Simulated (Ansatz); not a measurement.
Sb: the change of energy above lowest point with volume scale

Results calculated with Ansatz 0.2.0, not measured. Free energy against uniform scaling of the volume at fixed shape and fractions; periodic cell, basis, potentials, k mesh and filling as listed.

The cell before it is scaled or strained (space group Pm-3m, No. 221):
```
CELL_PARAMETERS angstrom
3.16000 0.00000 0.00000
0.00000 3.16000 0.00000
0.00000 0.00000 3.16000
ATOMIC_POSITIONS crystal
Sb 0.00000 0.00000 0.00000
```

Settings of every row: functional r2SCAN; dispersion none; potentials PAW; wave cutoff 653.07 eV; density cutoff 2612.3 eV; k mesh 9x9x9; k shift 0x0x0; occupations fermi dirac; smearing width 0.05 eV; spin none.

Limits: coarse k mesh, up to 40 meV an atom off.

```
row  volume scale  V (Å³/atom)  energy above lowest point (meV/atom)
  1          0.88       27.768                                  14.4
  2          0.92        29.03                                     0
  3          0.96       30.292                                   6.7
  4             1       31.554                                  29.3
  5          1.04       32.817                                  64.5
  6          1.08       34.079                                     ?
  7          1.12       35.341                                 163.7
```

Question: what energy above lowest point should row 6 give?

Worked fit of energy above lowest point. Take u = (V_r/V)^(2/3) − 1 with V_r = 30.923 Å³ an atom, which is twice the finite (Eulerian) strain; such expansions in the strain, on which the Birch-Murnaghan equation of state is built, carry the rest volume and the bulk modulus. The shown rows have u = 0.07438, 0.04301, 0.01384, -0.01338, -0.03886, -0.08518. Least squares give energy above lowest point = 16.14 − 823.1 × u + 10696 × u² meV/atom; a straight line predicts inner rows, each left out in turn, worse (root mean square 26 against 0.45 meV/atom). The rows lie off it by 0.3, -0.5, -0.1, 0.2, 0.2, -0.2 (root mean square 0.28 meV/atom). Its lowest point lies at u = 0.0385, or V = 29.22 Å³ an atom, and the curvature there gives the bulk modulus at fixed shape and fractions, B = (4/9)(1 + u)² E″(u)/V = 56.2 GPa. The withheld row has u = -0.06273, so the fit gives 16.14 − 823.1 × (-0.06273) + 10696 × (-0.06273)² = 109.9 meV/atom.

The calculation gave 110 meV/atom. The fit lies 0.1 meV/atom (0.061 % of the column's range) below it, one unit of the last digit.
